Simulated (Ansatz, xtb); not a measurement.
# Relative energy of two isomers of C4H8OSSi

Structure I: `C=C1CCS[Si@@H]1O`, a singlet. Structure II: `C=C1CC[Si@H](S)O1`, a singlet. Both are isolated molecules in the gas phase, relaxed with B3LYP/def2-SVP; each stands in its lowest conformer found.

I (Å):

```yaml
atoms:
  - { symbol: C, position_ang: [-1.3548, -0.4042, 2.8561] }
  - { symbol: C, position_ang: [-1.2096, -0.2915, 1.5276] }
  - { symbol: C, position_ang: [-1.1423, -1.4581, 0.5658] }
  - { symbol: C, position_ang: [-0.0045, -1.2436, -0.4435] }
  - { symbol: O, position_ang: [0.0347, 2.4158, 1.5031] }
  - { symbol: S, position_ang: [-0.0447, 0.4844, -1.1428] }
  - { symbol: Si, position_ang: [-0.9133, 1.3473, 0.6405] }
  - { symbol: H, position_ang: [-1.3706, 0.4749, 3.5095] }
  - { symbol: H, position_ang: [-1.4626, -1.3778, 3.3514] }
  - { symbol: H, position_ang: [-1.0056, -2.4167, 1.0965] }
  - { symbol: H, position_ang: [-2.0950, -1.5280, 0.0088] }
  - { symbol: H, position_ang: [-0.0840, -1.9264, -1.3014] }
  - { symbol: H, position_ang: [0.9764, -1.4045, 0.0296] }
  - { symbol: H, position_ang: [-2.1134, 2.1577, 0.3238] }
  - { symbol: H, position_ang: [0.9025, 2.0977, 1.7815] }
```

II (Å):

```xyz
15

C    -0.0540   -1.7867    2.8281
C    -0.3902   -0.9750    1.8202
C    -1.6592   -1.0499    0.9813
C    -2.0118    0.3713    0.4755
O     0.4342    0.0510    1.4183
S     0.4378    0.9957   -1.6855
Si   -0.2928    1.1364    0.3352
H     0.8974   -1.6648    3.3485
H    -0.7247   -2.5907    3.1341
H    -1.4630   -1.7032    0.1117
H    -2.4765   -1.5162    1.5516
H    -2.5875    0.9294    1.2339
H    -2.6038    0.3607   -0.4506
H    -0.0649    2.5097    0.8466
H     1.5859    1.6724   -1.4483
```

Quicker runs give these differences E(II) − E(I): GFN2-xTB −21.0 kJ/mol; HF/STO-3G −42.1 kJ/mol (at GFN2-xTB geometries); r2SCAN-D4/def2-SVP +12.3 kJ/mol (at GFN2-xTB geometries).

Problem. Estimate E(II) − E(I) at the level CCSD(T)/def2-SVP + ΔMP2/def2-TZVPP.

Solution. Calculated at CCSD(T)/def2-SVP + ΔMP2/def2-TZVPP: E(II) − E(I) = +24.1 kJ/mol, so structure I lies lower.

Level by level:

| level | geometry | E(II) − E(I) (kJ/mol) | departure from the last row (kJ/mol) | job, with rough time for the two |
| --- | --- | --- | --- | --- |
| GFN2-xTB | GFN2-xTB | −21.0 | −45.2 | optimisation, 0.26 s |
| HF/STO-3G | GFN2-xTB | −42.1 | −66.2 | single point, 0.4 s |
| r2SCAN-D4/def2-SVP | GFN2-xTB | +12.3 | −11.9 | single point, 4.7 s |
| B3LYP/def2-SVP | B3LYP/def2-SVP | −1.5 | −25.6 | optimisation, 95 s |
| HF/def2-SVP | B3LYP/def2-SVP | +3.3 | −20.8 | part of the CCSD(T) run |
| MP2/def2-SVP | B3LYP/def2-SVP | +15.5 | −8.6 | part of the CCSD(T) run |
| CCSD(T)/def2-SVP | B3LYP/def2-SVP | +9.9 | −14.3 | single point |
| CCSD(T)/def2-SVP + ΔMP2/def2-TZVPP | B3LYP/def2-SVP | +24.1 |  | single point, 83 s |

As drawn, II has 1 C–O, 1 S–H in place of 1 C–S, 1 O–H.

GFN2-xTB, HF/STO-3G put the two in the other order. B3LYP/def2-SVP finds them nearly level. The largest departure from CCSD(T)/def2-SVP + ΔMP2/def2-TZVPP is that of HF/STO-3G, 66.2 kJ/mol. The last row adds to CCSD(T) the change of the MP2 difference between the two basis sets, here +14.3 kJ/mol, a large step that makes the value less sure.

With thermal terms from frequencies at re-optimised GFN2-xTB minima (ideal gas, soft modes damped towards free rotors, one conformer each, 298.15 K, 1 atm): the zero-point term adds −5.2 kJ/mol; ΔH is +18.9 and ΔG +17.2 kJ/mol.

The correlated steps freeze 15 core orbitals. Run with Ansatz 0.2.0, xtb 6.7.1; the last row on 4 threads of Arm Neoverse V1 on a shared host.

The cyclic silanol I is favoured over the silanethiol II, but only modestly, because large bond contributions nearly cancel. Both isomers keep one Si–O and one Si–S bond, so silicon's affinity for oxygen does not by itself decide the order. What changes is where hydrogen and carbon sit: I gains the strong O–H bond in place of the weaker S–H, while II gains C–O in place of the weaker C–S. II also has an enol-ether oxygen whose lone pair can conjugate with the C=C bond, which probably offsets part of I's advantage, and differences in ring strain may add to the balance.

The zero-point term of −5.2 kJ/mol favours II, as expected when a stiff O–H stretch is replaced by a softer S–H stretch, yet the free-energy difference of +17.2 kJ/mol still leaves I lower. The calculation thus supports a thermodynamic preference for I between these two gas-phase conformers, but does not separate the bond-exchange contribution from conjugation and ring strain.
